**Problem.** Eight triply charged ions were computed by non-relativistic Hartree-Fock, averaged over the configuration. IE is the ionisation energy by ΔSCF, ε the orbital energy of the shell that loses the electron, Δ the column "−ε less IE by ΔSCF", and q the occupation of that shell. The candidates are Ne 2p³, S 3p¹, Co 3d⁶, Ge 4s¹, Zr 4d¹, Ru 4d⁵, Ce 4f¹ and Bi 6s². Values for 26 other 3+ ions of the same calculation may be used.

Triply charged ions, computed with the B-spline radial atomic code, version 1: all-electron non-relativistic Hartree-Fock averaged over the configuration, with a point nucleus, at the radial basis limit. IE by ΔSCF is the difference of two self-consistent energies; the NIST Atomic Spectra Database values run from ground level to ground level. Candidates: Ne3+, S3+, Co3+, Ge3+, Zr3+, Ru3+, Ce3+, Bi3+.

```tsv
row	IE by ΔSCF (eV)	−ε of the shell that loses the electron (eV)	−ε less IE by ΔSCF (eV)
A	33.7732	34.1590	0.386
B	46.4683	46.7136	0.245
C	38.7911	41.8712	3.080
D	93.2992	94.9096	1.610
E	43.5404	44.6565	1.116
F	37.7807	37.9864	0.206
G	43.9802	44.0735	0.093
H	53.4359	56.1905	2.755
```

**(a)** Rows C and F have IEs 1.01 eV apart, but Δ is 3.080 and 0.206 eV. What sets Δ, and which ions have the four large values?

*Solution.* By Koopmans' theorem −ε is the energy to remove an electron with all orbitals frozen. Reoptimising the ion can only lower its energy, so Δ is the relaxation energy and can't be negative. It is positive in all 34 rows.

Perturbation theory gives the dependence on shell. Removing an electron changes the potential by δV, the field of the missing charge cloud. Each remaining orbital i mixes with empty orbitals j and gains roughly |⟨j|δV|i⟩|²/(ε_j − ε_i). Well inside a spherical cloud δV is nearly constant, and a constant mixes nothing, so core electrons hardly respond. Electrons at the same radius or farther out see δV vary and contract. The q − 1 shell-mates contribute alike, which gives

Δ = a + b(q − 1),

with a from other shells that overlap or surround the hole. Straight lines for Δ and for IE were fitted shell by shell to labelled rows only, by least squares or through two points; Z rises with q, so b carries both changes.

Among shells of the same l, the slope b falls as n rises: 0.50 eV for 2p against 0.17 for 3p, 0.35 for 3d against 0.16 for 4d. Size alone is not the reason. Shrinking a shell raises δV as 1/r but the gaps ε_j − ε_i as 1/r², and the two cancel to leading order: Ca⁴⁺ 3p⁴ has Δ = 86.05339 − 85.2928 = 0.761 eV, against 0.775 eV on the 3+ line at the same q. A likely reason is that a shell with more radial nodes holds more kinetic energy at a given size and is stiffer against contraction. The intercept is below 1 eV in each p and d shell but 3.26 eV for 4f (five rows, Nd to Tm). In Tm³⁺ the mean radii are 0.70 bohr for 4f, 1.33 for 5s and 1.47 for 5p, so eight electrons, bound more deeply than 4f by their eigenvalues but spread farther out, lie outside the hole. When the 4f electron leaves, Σ⟨r²⟩ falls by 2.74 bohr², of which the orbital itself held 0.62; the rest contracts by 2.12, against 1.20 for 4d removal in Ag³⁺. These two rows agree with the picture without dividing the energy among shells.

Row C, with a low IE and a large Δ, is therefore Ce; the line overshoots its Δ by 0.18 eV, 6 % of the computed value. The lines give Δ = 1.62 eV for Ne (row D, 1.610), 2.74 for Co (H, 2.755) and 1.10 for Ru (E, 1.116), and the IE lines agree within 0.5 eV for these three. IE alone is unsafe here: Ce is predicted at 39.95 eV and Bi, taken equal to Sb 5s², at 40.15 eV, and the best least-squares match on IE swaps C and F. The swap comes from that crude Bi estimate; lowering it by the period shift used in (b) undoes it.

**(b)** Assign A, B, F and G from the computed columns.

*Solution.* S 3p¹ follows from Ar 3p³ and Ca 3p⁵: b = (0.949 − 0.601)/2 = 0.174 eV, so Δ = 0.601 − 2 × 0.174 = 0.253 eV, and the same step gives IE = 46.0 eV. Row B, not part of the fit, has 0.245 and 46.47 eV. The 4d line (Mo, Ag, In) puts Zr at 33.93 eV, which is row A, though Δ is predicted at 0.457 against 0.386 eV. All three extrapolations to q = 1 (S, Zr, Ce) overshoot: Δ(q) is concave in 3p, the d shells and 4f, but slightly convex in 2p, where Ne lies 0.011 eV below the O–Al line; the cause is not tested here.

F and G remain. A lone s electron lies outside everything else and has no shell-mate, so its Δ should be the smallest; C³⁺ 2s¹ shows 0.004 eV. Row G (0.093 eV) suits Ge 4s¹, with the 3d¹⁰ shell as the likely responder, and F matches Sb (0.204 eV). That match deserves little weight, because the eigenvalue of a closed s shell above closed s shells depends on a convention for rotating them. The same convention touches In 4d¹⁰, a point of the 4d line, whose residuals (at most 0.013 eV) show no jump. IE helps: W, Au and Tl lie 1.57 to 3.70 eV below Mo, Ag and In, so Bi should lie below 40.15 eV, as F does and G doesn't. No 4s line exists for Ge, which is placed largely by elimination.

**(c)** Does the offset, NIST table less IE, settle F and G, and how sure is each label?

*Solution.* The offset lumps correlation, relativity and the step from average to ground level, and these columns can't split it. Relativity binds s electrons more tightly by a fraction of order (Zα)², with α the fine-structure constant. Scaling the Sb offset by Z² gives 3.66 × (83/51)² = 9.69 eV for Bi and 1.44 eV for Ge. The NIST values belong to the candidates, 45.37 eV for Bi and 45.72 eV for Ge, so an offset exists only for a trial assignment. F = Bi and G = Ge give +7.59 and +1.74 eV; the reverse gives +1.39 eV for Bi and +7.93 eV for Ge, against the trend with Z, and is excluded. The scaling still misses F by 2.1 eV. The first-order Darwin term of the same runs, which follows the density at the nucleus, drops on ionisation by 0.213 hartree in Bi and 0.0835 in Sb, a ratio of 2.55 against 2.65 for Z² and 2.07 for the offsets; this suggests that the Sb offset holds a part, presumably correlation, that does not grow as Z². For F the calculation falls short by 20 % of its own IE, and the trend with Z points to missing relativity as the main cause.

Row C errs the other way, −1.89 eV, and all six 4f offsets are negative. A likely cause is indirect relativity: contracted s and p shells screen the nucleus better and loosen 4f. No relativistic run tests it here, but the sign fits: removing the 4f electron raises the Darwin term, and so the density at the nucleus, by 0.065 hartree in Ce, more than in any p or d row, so the ion should gain more from relativity than its parent. Row H (−2.17 eV) reflects Hund's rule: d⁶ ionises to high-spin d⁵, whose ground level lies especially far below its average. A count of the change in S(S+1) relative to its configuration mean gives the right sign in 14 of the 17 rows where that change exceeds 1 in absolute value, failing for Nd, Eu and Os. The test is weak: four of these rows (Ru, Ag, Os, Au) rest on theory values uncertain by 1.7 eV, and Tb, Ho and Tm share the negative sign of every 4f row. The count leaves out the orbital (L) part of the term energy and spin-orbit coupling, and sizes are poor: a least-squares line of offset against this change for V, Mn and Cu predicts −0.79 eV for Co. Row E's value is theory with 1.7 eV uncertainty and tests nothing.

Sure from the computed columns: C = Ce, D = Ne, E = Ru, H = Co, and with a smaller margin A = Zr. B = S is likely. F = Bi and G = Ge are ambiguous until the offset is used. All eight agree with the labels.

The rows with their labels:

```tsv
species	Z	electrons	configuration	ion's configuration	IE by ΔSCF (eV)	−ε of the shell that loses the electron (eV)	−ε less IE by ΔSCF (eV)	NIST table (eV)	kind of table value	stated uncertainty (eV)
C3+	6	3	[He] 2s1	1s2	64.3513	64.3550	0.004	64.49352	measured	0.00019
O3+	8	5	[He] 2s2 2p1	[He] 2s2	77.1985	77.8186	0.620	77.4135	measured	0.00025
Ne3+	10	7	[He] 2s2 2p3	[He] 2s2 2p2	93.2992	94.9096	1.610	97.19	semi-empirical	0.0025
Al3+	13	10	[He] 2s2 2p6	[He] 2s2 2p5	118.574	121.695	3.122	119.9924	measured	0.0019
S3+	16	13	[Ne] 3s2 3p1	[Ne] 3s2	46.4683	46.7136	0.245	47.222	semi-empirical	0.012
Ar3+	18	15	[Ne] 3s2 3p3	[Ne] 3s2 3p2	56.5344	57.1353	0.601	59.58	semi-empirical	0.18
Ca3+	20	17	[Ne] 3s2 3p5	[Ne] 3s2 3p4	67.0436	67.9930	0.949	67.2732	semi-empirical	0.0021
V3+	23	20	[Ar] 3d2	[Ar] 3d1	44.7545	46.0798	1.325	46.709	measured	0.005
Mn3+	25	22	[Ar] 3d4	[Ar] 3d3	49.2094	51.2656	2.056	51.21	semi-empirical	0.12
Co3+	27	24	[Ar] 3d6	[Ar] 3d5	53.4359	56.1905	2.755	51.27	semi-empirical	0.1
Cu3+	29	26	[Ar] 3d8	[Ar] 3d7	57.4926	60.9299	3.437	57.38	semi-empirical	0.05
Ge3+	32	29	[Ar] 3d10 4s1	[Ar] 3d10	43.9802	44.0735	0.093	45.7155	measured	0.0012
Se3+	34	31	[Ar] 3d10 4s2 4p1	[Ar] 3d10 4s2	41.7203	41.9305	0.210	42.947	measured	0.003
Kr3+	36	33	[Ar] 3d10 4s2 4p3	[Ar] 3d10 4s2 4p2	48.7588	49.2107	0.452	50.85	measured	0.11
Zr3+	40	37	[Kr] 4d1	[Ar] 3d10 4s2 4p6	33.7732	34.1590	0.386	34.41836	measured	6e-05
Mo3+	42	39	[Kr] 4d3	[Kr] 4d2	38.7136	39.4868	0.773	40.33	semi-empirical	0.06
Ru3+	44	41	[Kr] 4d5	[Kr] 4d4	43.5404	44.6565	1.116	45	theory	1.7
Ag3+	47	44	[Kr] 4d8	[Kr] 4d7	50.7014	52.2897	1.588	49	theory	1.7
In3+	49	46	[Kr] 4d10	[Kr] 4d9	55.4714	57.3569	1.886	55.45	measured	0.04
Sb3+	51	48	[Kr] 4d10 5s2	[Kr] 4d10 5s1	40.1456	40.3501	0.204	43.804	measured	0.025
I3+	53	50	[Kr] 4d10 5s2 5p2	[Kr] 4d10 5s2 5p1	38.4747	38.7448	0.270	40.357	measured	0.025
Ba3+	56	53	[Kr] 4d10 5s2 5p5	[Kr] 4d10 5s2 5p4	46.6918	47.2000	0.508	47	semi-empirical	0.3
Ce3+	58	55	[Xe] 4f1	[Kr] 4d10 5s2 5p6	38.7911	41.8712	3.080	36.906	semi-empirical	0.009
Nd3+	60	57	[Xe] 4f3	[Xe] 4f2	41.0344	44.8565	3.822	40.6	semi-empirical	0.04
Eu3+	63	60	[Xe] 4f6	[Xe] 4f5	43.7017	48.4968	4.795	42.94	semi-empirical	0.11
Tb3+	65	62	[Xe] 4f8	[Xe] 4f7	45.1299	50.5237	5.394	39.33	semi-empirical	0.04
Ho3+	67	64	[Xe] 4f10	[Xe] 4f9	46.3335	52.3027	5.969	42.52	semi-empirical	0.08
Tm3+	69	66	[Xe] 4f12	[Xe] 4f11	47.3440	53.8729	6.529	42.41	semi-empirical	0.04
Hf3+	72	69	[Xe] 4f14 5d1	[Xe] 4f14	32.9829	33.3200	0.337	33.37	semi-empirical	0.025
W3+	74	71	[Xe] 4f14 5d3	[Xe] 4f14 5d2	37.1427	37.7828	0.640	38.2	semi-empirical	0.4
Os3+	76	73	[Xe] 4f14 5d5	[Xe] 4f14 5d4	41.2927	42.1849	0.892	41	theory	1.7
Au3+	79	76	[Xe] 4f14 5d8	[Xe] 4f14 5d7	47.5502	48.7692	1.219	45	theory	1.7
Tl3+	81	78	[Xe] 4f14 5d10	[Xe] 4f14 5d9	51.7679	53.1833	1.415	51.14	measured	0.04
Bi3+	83	80	[Xe] 4f14 5d10 6s2	[Xe] 4f14 5d10 6s1	37.7807	37.9864	0.206	45.37	measured	0.06
```
